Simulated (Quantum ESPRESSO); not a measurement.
# Relaxed cell of black phosphorus (Cmce) with five density functionals: volume error and its split over the crystal axes

Black phosphorus is studied for thin-film transistors and infrared detectors because its band gap depends on the number of layers and on strain. A calculated gap inherits any error in the cell, so a functional that presses the layers together or flattens their puckering changes the predicted device property before any electronic question is posed. This section examines which functionals make the crystal too dense or too open, and along which edge. The cell and atoms are relaxed at zero pressure within the space group, at one cutoff and one k mesh. Errors are relative to the measured cell, and a negative sign means that the computed cell is too small. Overbinding and underbinding are used here in this structural sense; no binding energies are tabulated.

## Systems and settings

One crystal, P (Cmce, 4 atoms), started from the cited measured cell (a = 3.3164 Å, b = 10.4840 Å, c = 4.3793 Å); cell and atoms relaxed at zero pressure inside the space group, plane waves, scalar-relativistic, no spin-orbit coupling, no spin. Each row names its program; Quantum ESPRESSO is version 7.5 with the named potentials. The same in all rows: wave-function cutoff and k mesh: 544 eV, k 10×10×8.

Notes on method and selection:

- The relaxed cell is that of the static lattice at zero pressure; zero-point and thermal expansion are in the measured edges, from a tenth of a percent to about one percent (most for halides, soft solids and crystals of the lightest elements such as H, Li, Be and B; not calculated here), so a level that hits the measured value may do so by cancelling errors.
- The relaxation keeps the space group of the starting structure, unless a run's flaw says otherwise, so it can't find a distortion to lower symmetry.
- Older structure determinations can be of non-stoichiometric or impure samples, and a database entry may not state temperature or pressure; a miss of several percent to the same side at every level points at the entry or the magnetic state more than at the functional.
- Runs that did not converge, have known faults or may not be shown are not listed, and runs on Ansatz's PAW sets soft_1 and soft_2 are kept to separate tables.

Columns:

- volume error (%): relaxed volume over the measured volume, minus one.
- volume (Å³): relaxed volume per atom.
- a (Å): lattice constant a of the conventional cell.
- c (Å): lattice constant c of the conventional cell.
- error in a (%): a over the measured a, minus one.
- error in c (%): c over the measured c, minus one.

Input lines of one member:

```
&control
  calculation = 'vc-relax'
  pseudo_dir = './'
  outdir = './tmp'
  disk_io = 'none'
  tstress = .true.
  tprnfor = .true.
  forc_conv_thr = 3.89e-04
  etot_conv_thr = 1.0e-4
  nstep = 60
/
&system
  ibrav = 0
  nat = 4
  ntyp = 1
```

Command (options for logging and memory left out): `OMP_NUM_THREADS=1 mpirun -n 4 pw.x -nk 4 -in pw.in > pw.x.log`

## Table of results

| member | volume error (%) | volume (Å³) | a (Å) | c (Å) | error in a (%) | error in c (%) |
| --- | --- | --- | --- | --- | --- | --- |
| PBEsol | −5.97 | 17.896 | 3.3173 | 4.1925 | 0.027 | −4.26 |
| LDA | ? | ? | ? | ? | ? | ? |
| PBE-D3(BJ) | −7.47 | 17.611 | 3.3220 | 4.1615 | 0.168 | −4.97 |
| PBE | 11.64 | 21.248 | 3.3097 | 4.5585 | −0.202 | 4.09 |
| vdW-DF-cx | −4.20 | 18.233 | 3.3325 | 4.2395 | 0.487 | −3.19 |

Cells marked ? are withheld until the estimate has been made.

## What drives the series

Among the four functionals shown, PBE alone underbinds, with a volume error of +11.64 %. The other three overbind: vdW-DF-cx by 4.20 %, PBEsol by 5.97 % and PBE-D3(BJ) by 7.47 %.

The error hardly touches $a$, which stays within 0.5 % of the measured edge in every row. This edge runs along the zigzag chains, where a change of length must stretch covalent bonds or bend stiff bond angles. The edge $c$ crosses the puckers, which open and close like a hinge at little cost in energy, and its error runs from −4.97 % to +4.09 %.

The stacking edge $b$ follows from the table, since the cell is orthorhombic and the conventional cell holds eight atoms: $b = 8V/(ac)$, with $V$ the volume per atom. For PBE, 8 × 21.248 / (3.3097 × 4.5585) = 11.267 Å, and 11.267 / 10.4840 = 1.075, an expansion of about 7.5 %. For PBEsol, 8 × 17.896 / (3.3173 × 4.1925) = 10.294 Å, and 10.294 / 10.4840 = 0.982, a contraction of about 1.8 %. The largest error of PBE is therefore along the stacking direction, whereas that of PBEsol is along $c$, across the puckers.

The pair PBE and PBE-D3(BJ) isolates the effect of the dispersion term. Adding it changes the volume by the factor 17.611 / 21.248 = 0.829, a contraction of 17 %, and shortens $c$ by 4.5585 − 4.1615 = 0.3970 Å, while $a$ grows by only 3.3220 − 3.3097 = 0.0123 Å. The dispersion term thus closes the hinge as well as the space between the layers. It acts on atom pairs within a layer too, but these cells alone can't separate that part from the effect of pressing the layers together. PBE lacks the long-range part of this attraction, which explains the sign of its error.

PBEsol has no dispersion term either, yet it contracts the crystal. Its exchange energy rewards density gradients less than that of PBE, which weakens the repulsion between layers whose densities overlap. A small volume is therefore no sign that dispersion is described correctly. Thermal and zero-point expansion, at most about one percent per edge and so about 3 % in volume, is too small to account fully for the contractions found.

## Prediction

Plain estimates from the members shown:

- LDA, mean of the 4 members shown: −1.50 %, standard deviation 7.7

The mean of the four members, −1.50 %, lies in the empty interval between PBE and the three contracted cells and describes neither group. PBEsol is the better starting point for LDA, because both lack a dispersion term and LDA goes further in the same direction: it has no gradient correction at all.

In ordinary dense solids, LDA volumes are roughly 3 % below those of PBEsol, and PBE volumes roughly 4 % above them (rough general sizes). In this crystal the PBE volume is 21.248 / 17.896 = 1.187 times that of PBEsol, or 18.7 % larger, so the soft directions amplify the usual difference by 18.7 / 4 = 4.7. On the compressed side the amplification must be smaller, since repulsion between the layers stiffens as they approach. It should still exceed 1, because the hinge and the gap remain softer than a covalent network.

With only these two bounds, the geometric middle is taken: √(1 × 4.7) = 2.2. The shift from PBEsol is then 2.2 × 3 = 6.6 %, and the volume ratio to experiment is 0.9403 × (1 − 0.066) = 0.878, an error of about −12 %.

An amplification spread evenly on a logarithmic scale between the bounds has a standard deviation of ln 4.7 / √12 = 0.45, which gives 0.45 × 6.6 = 3 percentage points. LDA is thus expected to overbind more than any member shown, mostly along $b$ and $c$.

**Committed estimate, LDA: volume error = −12 ± 3 %.**

## Result

| member | volume error (%) | volume (Å³) | a (Å) | c (Å) | error in a (%) | error in c (%) |
| --- | --- | --- | --- | --- | --- | --- |
| LDA | −9.41 | 17.242 | 3.3136 | 4.0974 | −0.083 | −6.44 |

| member | estimate | volume error (%) | computed | estimate − computed | miss in error bars |
| --- | --- | --- | --- | --- | --- |
| LDA | committed | −12.00 | −9.41 | −2.59 | 0.9 |
| LDA | mean | −1.50 | −9.41 | +7.91 |  |

The computed LDA error is −9.41 %. The estimate of −12 ± 3 % missed by 2.59 percentage points, inside its error bar, while the mean of the other four members missed by 7.91. Two details are missing from my description of the settings and from the tables. The rows don't name their program, as I said they would; all five were run with Quantum ESPRESSO. The electronic occupations were smeared, with the same width in every row, and no run with another width is included, so the effect of the smearing on these cells is untested.

The direction of the argument held: LDA contracts the crystal further than PBEsol and gives the smallest volume of the series. The assumed amplification did not hold. LDA lies 1 − 17.242 / 17.896 = 3.7 % below PBEsol instead of the expected 6.6 %. The computed difference is close to the rough 3 % taken for ordinary dense solids. The large gap between PBE and PBEsol was read as a general softness of the crystal, but it reflects how weakly PBE holds the layers together and does not carry over to cells that are already compressed.

The contraction is nevertheless uneven. From PBEsol to LDA, $c$ shortens by 2.3 % and $a$ by only 0.1 %; the volumes then leave about 1.3 % for $b$. The puckering and the layer spacing take up nearly all of the change, as the hinge picture requires.

## Departures from the trend

PBE stands apart. Its volume error of +11.64 % compares with a mean of (−5.97 − 9.41 − 7.47 − 4.20) / 4 = −6.76 % for the other four, which lie between −9.41 and −4.20 %. It is also the only member with too long a $c$ edge. The likeliest reason is the missing long-range attraction between layers, since adding the D3(BJ) term to the same functional removes the expansion and turns it into a contraction. With so little binding left along $b$, the energy changes slowly with layer spacing, so the PBE value of that edge is also the most sensitive to residual stress at the end of the relaxation. That numerical effect should be far smaller than the expansion itself.

LDA is the other end of the series, but it continues the order of the contracted cells: from vdW-DF-cx through PBEsol and PBE-D3(BJ) to LDA, volume and $c$ fall together. Its contraction without a dispersion term comes from the known tendency of LDA to bind overlapping densities too strongly, which imitates an attraction between layers without describing its long-range part.

## Measured values

| member | quantity | measured | computed | computed − measured | conditions | source |
| --- | --- | --- | --- | --- | --- | --- |
| PBEsol | volume (Å³) | 19.0331 | 17.896 | −1.137 (−6.0 %) | 293 K; diffraction; structure determination listed in the Crystallography Open Database | [1] |
| PBEsol | a (Å) | 3.3164 | 3.3173 | +0.0009 (+0.0 %) | 293 K; diffraction; structure determination listed in the Crystallography Open Database | [1] |
| LDA | volume (Å³) | 19.0331 | 17.242 | −1.791 (−9.4 %) | 293 K; diffraction; structure determination listed in the Crystallography Open Database | [1] |
| LDA | a (Å) | 3.3164 | 3.3136 | −0.0028 (−0.1 %) | 293 K; diffraction; structure determination listed in the Crystallography Open Database | [1] |
| PBE-D3(BJ) | volume (Å³) | 19.0331 | 17.611 | −1.422 (−7.5 %) | 293 K; diffraction; structure determination listed in the Crystallography Open Database | [1] |
| PBE-D3(BJ) | a (Å) | 3.3164 | 3.3220 | +0.0056 (+0.2 %) | 293 K; diffraction; structure determination listed in the Crystallography Open Database | [1] |
| PBE | volume (Å³) | 19.0331 | 21.248 | +2.215 (+11.6 %) | 293 K; diffraction; structure determination listed in the Crystallography Open Database | [1] |
| PBE | a (Å) | 3.3164 | 3.3097 | −0.0067 (−0.2 %) | 293 K; diffraction; structure determination listed in the Crystallography Open Database | [1] |
| vdW-DF-cx | volume (Å³) | 19.0331 | 18.233 | −0.800 (−4.2 %) | 293 K; diffraction; structure determination listed in the Crystallography Open Database | [1] |
| vdW-DF-cx | a (Å) | 3.3164 | 3.3325 | +0.0161 (+0.5 %) | 293 K; diffraction; structure determination listed in the Crystallography Open Database | [1] |

Computed − measured (first source of each member):

- volume (Å³): mean error −0.587, mean absolute error 1.473 (7.7 %) over 5 members
- a (Å): mean error +0.0026, mean absolute error 0.0064 (0.2 %) over 5 members

Sources:

[1] (doi:10.1021/ic062192q, 2007)

Against the diffraction cell at 293 K, vdW-DF-cx comes nearest in volume (−4.2 %) and PBE is farthest off (+11.6 %). For $a$ the order is different: PBEsol is best, within 0.0009 Å, and vdW-DF-cx is worst, at +0.0161 Å. A good $a$ therefore says little about the cell as a whole. The mean volume error of −0.587 Å³ per atom is small only because the PBE expansion offsets part of the four contractions; the mean absolute error is 1.473 Å³.

Allowing for the thermal and zero-point expansion of the measured cell would reduce the four contractions and increase the PBE error, without changing any sign. The volume errors fall on both sides of the measured value, which gives no reason to suspect the structure determination.

PBE-D3(BJ) leaves $c$ 4.97 % too short, so adding this particular term to PBE does not repair the cell. The table holds no other dispersion correction to PBE, and a different one may do better or worse. The D3(BJ) attraction may be too strong for this crystal, or PBE itself may favour the more metallic, more highly coordinated bonding that phosphorus adopts under pressure, so that the added term drives the structure too far that way. These cells can't decide between the two.

## Summary

For this crystal, PBE underbinds, mainly along the stacking edge $b$; the other four functionals overbind, mainly along $c$. All five keep $a$ within 0.5 %. A functional can't be estimated reliably from the mean of the other four: that mean missed LDA by 7.91 percentage points and would miss PBE by 11.64 + 6.76 = 18.40.

For layered devices the useful quantity is the layer spacing. With eight atoms and two layers in the conventional cell, it is $d = b/2 = 4V/(ac)$, where $V$ is the volume per atom. PBE gives 4 × 21.248 / (3.3097 × 4.5585) = 5.63 Å and vdW-DF-cx 4 × 18.233 / (3.3325 × 4.2395) = 5.16 Å, against 10.4840 / 2 = 5.24 Å measured. Over ten layer spacings, PBE is too thick by about 3.9 Å and vdW-DF-cx too thin by about 0.8 Å.

The volume errors of the five functionals span about 21 percentage points, so a property computed on a relaxed cell should always be quoted with the functional that gave the cell.

[On method and selection: Within the GBRV family the files differ by functional: PBEsol rows use files made with PBEsol, van der Waals rows files made with PBE.]

[Logs are printed without paths, hosts, clocks, repeated set-up lines and the standing remarks that a program may print on its own settings, such as how far it seeks lower states.]
